\textbf{Question.} I am trying to apply McMillan's scaling theory of the interacting metal--insulator transition to granular Al. I can quote the exponents, but I do not see why a single number $\eta$ fixes all of them, or what they predict in practice. Here is a concrete case. Two metallic films differ only in oxide content. All inputs are assumed or typical:
\begin{itemize}
\item normal-state conductivities extrapolated to $T=0$ (assumed): $\sigma_A=2.4\times10^{3}$ S/m, $\sigma_B=0.80\times10^{3}$ S/m;
\item energy scale of film A (assumed): $\Delta_A=4.5$ meV;
\item exponent $\eta=2$ (typical of granular Al);
\item grain size $a=3$ nm (typical), film thickness $t=150$ nm (assumed);
\item prefactor $g_0=0.1$ (assumed) in $\sigma=g_0e^2/\hbar\xi$.
\end{itemize}
(a) What are $\xi_A$, $\xi_B$, $\Delta_B$ and $N_B(0)/N_A(0)$? (b) What is the tunnelling conductance at 0.20 mV relative to zero bias? (c) How do $N(E)$ and $\sigma(T)$ behave in a film exactly at the transition? (d) What is the dielectric constant of insulating films A$'$, B$'$ with the same two correlation lengths? (e) How sensitive is all this to $\eta$, and does $T=0.50$ K count as zero?

\bigskip
\textbf{Answer.} Conventions: three dimensions; $E>0$ is measured from the Fermi level; $N(E)$ is the single-particle density of states per volume and energy; $\epsilon$ is the relative permittivity. At $T=0$, with a featureless barrier and counter-electrode, $G(V)=dI/dV\propto N(eV)$.

\textbf{Why one exponent suffices.} McMillan (1981) assumed that at the transition a block of size $L$ has one characteristic energy,
\begin{equation}
E_L\propto L^{-\eta},\qquad \Delta\equiv E_{L=\xi}\propto \xi^{-\eta},
\label{eq:scale}
\end{equation}
and that the dimensionless combinations built from it are independent of $L$ for $a\ll L\ll\xi$. Three such combinations are used: the conductance in units of $e^2/\hbar$, the number of states within $E_L$ of the Fermi level, and the Coulomb energy across the block in units of $E_L$:
\begin{equation}
\frac{\hbar\,\sigma(L)L}{e^2},\qquad N(L)\,E_L L^3,\qquad \frac{e^2}{4\pi\epsilon_0\epsilon(L)\,L\,E_L}.
\label{eq:inv}
\end{equation}
Constancy gives $\sigma\propto L^{-1}$, $N\propto L^{\eta-3}$ and $\epsilon\propto L^{\eta-1}$. Off criticality the flow stops at $L=\xi$, so
\begin{equation}
\sigma=\frac{g_0e^2}{\hbar\xi},\quad \Delta\propto\sigma^{\eta},\quad N(0)\propto\xi^{\eta-3}\ \text{(metal)},\qquad \epsilon\propto\xi^{\eta-1}\ \text{(insulator)}.
\label{eq:xi}
\end{equation}
At criticality the probing energy stops it instead, at $L_E\propto E^{-1/\eta}$, or at the same length with $E\to k_BT$:
\begin{equation}
N_c(E)\propto E^{3/\eta-1},\qquad \sigma_c(T)\propto T^{1/\eta}.
\label{eq:crit}
\end{equation}
The bounds follow from signs. Screening must grow with $L$ for $\epsilon$ to diverge on approaching the metal, which needs $\eta>1$; $\eta=1$ is the unscreened Coulomb law. Repulsion depletes the states at the Fermi level, which needs $\eta<3$; $\eta=3$ is the non-interacting Anderson transition with constant $N$.

For $E<\Delta$ the metal is an ordinary diffusive conductor with $\hbar D\propto\Delta\xi^2$, and the Altshuler--Aronov correction applies. For a static short-range exchange interaction $\delta N$ is proportional to minus the real part of the diffusion propagator summed over $q$, whose energy dependence is
\begin{equation}
\mathrm{Re}\int\!\frac{d^3q}{(2\pi)^3}\left[\frac{1}{\hbar Dq^2-iE}-\frac{1}{\hbar Dq^2}\right]=-\frac{\sqrt{E/2}}{4\pi(\hbar D)^{3/2}} .
\label{eq:aa}
\end{equation}
The screened Coulomb interaction changes the coefficient and keeps the power. Dividing $\delta N\propto\sqrt{E}/(\Delta^{3/2}\xi^3)$ by $N(0)\propto1/(\Delta\xi^3)$ leaves $\sqrt{E/\Delta}$. The numerical coefficient is absorbed into the definition of $\Delta$:
\begin{equation}
N(E)=N(0)\left[1+\sqrt{E/\Delta}\,\right],\qquad E\lesssim\Delta .
\label{eq:sqrt}
\end{equation}

\textbf{(a) Lengths and energy scales.} With $e^2/\hbar=2.434\times10^{-4}$ S,
\begin{equation}
\xi_A=\frac{0.1\times2.434\times10^{-4}\ \text{S}}{2.4\times10^{3}\ \text{S/m}}=10.1\ \text{nm},\qquad
\xi_B=\frac{0.1\times2.434\times10^{-4}\ \text{S}}{0.80\times10^{3}\ \text{S/m}}=30.4\ \text{nm}.
\end{equation}
The ratio $s=\xi_B/\xi_A=\sigma_A/\sigma_B=3$ does not depend on $g_0$. Then
\begin{equation}
\Delta_B=\Delta_A s^{-\eta}=\frac{4.5\ \text{meV}}{9}=0.50\ \text{meV},\qquad \frac{N_B(0)}{N_A(0)}=s^{\eta-3}=0.33 .
\end{equation}
In SI units $\Delta_A=7.2\times10^{-22}$ J and $\Delta_B=8.0\times10^{-23}$ J, or $\Delta/k_B=52$ K and $5.8$ K. The critical flow stops well inside both films, since even $t/\xi_B=4.9$. The dimensionality of the diffusive corrections is set by a different length, $\sqrt{\hbar D/\max(E,k_BT)}\sim\xi\sqrt{\Delta/\max(E,k_BT)}$, which grows without bound as $E,T\to0$. Taking $\hbar D=\Delta\xi^2$ with unit coefficient, it reaches $t$ at $E_t=\Delta(\xi/t)^2=0.02$ meV, or 0.24 K, the same for A and B because $\Delta\xi^2$ is independent of $\xi$ for $\eta=2$. Below $E_t$ the films are two-dimensional and the corrections are logarithmic. Equation~\eqref{eq:sqrt} therefore holds here only for $E_t\lesssim E\lesssim\Delta$, and $N(0)$, $G(0)$ and the $T=0$ conductivities are intercepts extrapolated from that three-dimensional range, even at $T=0$. Film A has only $\xi_A/a=3.4$, so corrections to scaling need not be small. If they fall off as $a/\xi$ they are of order 0.30 for A and 0.10 for B, and for that reason two figures are the most the ratios deserve.

\textbf{(b) Tunnelling at 0.20 mV.} Here $eV=0.20$ meV lies below both $\Delta$ and about ten times above $E_t$, so Eq.~\eqref{eq:sqrt} applies, with $G(0)$ the extrapolated intercept:
\begin{equation}
\frac{G_A(V)}{G_A(0)}=1+\sqrt{\frac{0.20\ \text{meV}}{4.5\ \text{meV}}}=1.21,\qquad
\frac{G_B(V)}{G_B(0)}=1+\sqrt{\frac{0.20\ \text{meV}}{0.50\ \text{meV}}}=1.63 .
\end{equation}
The normalised anomaly is three times stronger in B, 0.63 against 0.21. At $E_t$ the square-root term already equals $\xi/t$, 0.07 for A and 0.20 for B, so about a third of each signal accrues in the range where Eq.~\eqref{eq:sqrt} is only an extrapolation. On a common scale the picture differs. In units of $N_A(0)$, film A has $1+0.21$ and film B has $0.33+0.21=0.54$, with the same square-root term. The absolute coefficient of $\sqrt E$ is
\begin{equation}
\frac{N(0)}{\sqrt\Delta}\propto\xi^{\,\eta-3+\eta/2}=\xi^{\,3\eta/2-3},
\end{equation}
which is independent of $\xi$ only for $\eta=2$. The same value makes the critical exponent $3/\eta-1$ equal to $1/2$. For $\eta=2$, therefore, approaching the transition lowers the intercept of $N$ against $\sqrt E$ and leaves the slope alone. For any other $\eta$, Eq.~\eqref{eq:sqrt} cannot be continued above $\Delta$, where $N$ must cross over to the $\xi$-independent law \eqref{eq:crit}.

\textbf{(c) The critical film.} For $\eta=2$,
\begin{equation}
\frac{N_c(2.0\ \text{meV})}{N_c(0.20\ \text{meV})}=10^{1/2}=3.2,\qquad \frac{\sigma_c(4.2\ \text{K})}{\sigma_c(1.0\ \text{K})}=4.2^{1/2}=2.0 .
\end{equation}
The range of validity comes from Eq.~\eqref{eq:scale} anchored on film A, $E_L=\Delta_A(\xi_A/L)^{\eta}$. Setting $L=a$ gives an upper limit of 51 meV, and $L=t$ gives a lower limit of 0.02 meV, below which the film behaves two-dimensionally. Phonon emission adds structure at biases up to about $k_B\theta_D/e$. The compiled Debye temperature of bulk Al, 428 K (Wikipedia), gives $k_B\theta_D=37$ meV, so biases of a few mV at most are the safer part of the window.

\textbf{(d) Insulating side.} The ratio needs no further input: $\epsilon_{B'}/\epsilon_{A'}=s^{\eta-1}=3.0$. Absolute values need two more assumptions, that the third invariant in \eqref{eq:inv} equals one and that $\Delta(\xi)$ has the same amplitude on both sides. With $e^2/4\pi\epsilon_0=1.44$ eV\,nm,
\begin{equation}
\epsilon_{A'}=\frac{1.44\ \text{eV\,nm}}{10.1\ \text{nm}\times4.5\times10^{-3}\ \text{eV}}\approx32,\qquad
\epsilon_{B'}=\frac{1.44\ \text{eV\,nm}}{30.4\ \text{nm}\times0.50\times10^{-3}\ \text{eV}}\approx95 .
\end{equation}
These scale as $1/g_0$ and inversely with the unknown invariant, so they are orders of magnitude only.

\textbf{(e) Sensitivity to $\eta$ and to temperature.} Keeping $s=3$ and $\Delta_A=4.5$ meV:
\begin{center}
\begin{tabular}{ccccc}
\hline
$\eta$ & $\Delta_B$ (meV) & $N_B(0)/N_A(0)$ & $3/\eta-1$ & $\epsilon_{B'}/\epsilon_{A'}$\\
\hline
1.5 & 0.87 & 0.19 & 1.00 & 1.7\\
2.0 & 0.50 & 0.33 & 0.50 & 3.0\\
2.5 & 0.29 & 0.58 & 0.20 & 5.2\\
3.0 & 0.17 & 1.00 & 0.00 & 9.0\\
\hline
\end{tabular}
\end{center}
The last row is the non-interacting limit.

Temperature matters at zero bias. Convolving Eq.~\eqref{eq:sqrt}, with $E\to|E|$, with $-\partial f/\partial E$ gives
\begin{equation}
\frac{G(0,T)}{G(0,0)}=1+b\sqrt{\frac{k_BT}{\Delta}},\qquad b=2\int_0^\infty\!\frac{\sqrt{x}\,dx}{4\cosh^2(x/2)}=2\,\Gamma(\tfrac32)\,(1-\sqrt2)\,\zeta(\tfrac12)=1.07 .
\end{equation}
At 0.50 K, $k_BT=0.043$ meV, and the extra term is 0.10 for A and 0.31 for B, half of the signals in (b). These are estimates, since $k_BT$ is only about twice $E_t$ and the convolution includes energies below $E_t$. $N$ itself also fills in with temperature by an amount of the same order, because the interaction correction is cut off at $k_BT$. So $G(0)$ in (b) has to be the intercept of $G$ against $\sqrt V$ fitted at $eV\gg k_BT,\,E_t$, and the raw zero-bias reading will not do; cooling further does not cure this, because below 0.24 K zero bias probes the two-dimensional regime. Superconductivity is a second rival: granular Al typically superconducts below about 2 K, with a gap of typically a few tenths of a meV, comparable to 0.20 meV. Quenching it with a field brings a Zeeman splitting $2\mu_BB$ of 0.12 meV per tesla, again comparable at a few tesla. The results in (b) describe the zero-field normal state, which for film B is partly an extrapolation.

\textbf{What is assumed in the theory.} The first two invariants in \eqref{eq:inv} are tied by $\sigma=e^2ND$ with $\hbar D\propto E_LL^2$, and the last two by screening, $\epsilon\propto e^2NL^2/\epsilon_0$. In an interacting system both relations contain the thermodynamic density of states $\partial n/\partial\mu$, which need not equal the tunnelling $N$; Lee and Ramakrishnan (1985) raised this objection. If $\partial n/\partial\mu$ stays finite, the same counting gives a charge-diffusion energy $\propto\xi^{-3}$ and $\epsilon\propto\xi^2$, and the tunnelling exponent is left as a separate quantity. The links $\eta\to\eta-3$ and $\eta\to\eta-1$ are thus hypotheses that an experiment tests by extracting $\eta$ from $\Delta(\sigma)$ and checking it against $N(0)$, $\sigma_c(T)$ and $\epsilon$.

The numbers are the model's. The value $\eta=2$ was chosen to reproduce the trend $\Delta\propto\sigma^2$ typical of granular Al, so $\Delta_B=0.50$ meV is an input restated. Given that choice, the predictions with content are $N_B(0)/N_A(0)=0.33$, a common $\sqrt E$ slope, $\sigma_c\propto T^{1/2}$ and $\epsilon_{B'}/\epsilon_{A'}=3.0$.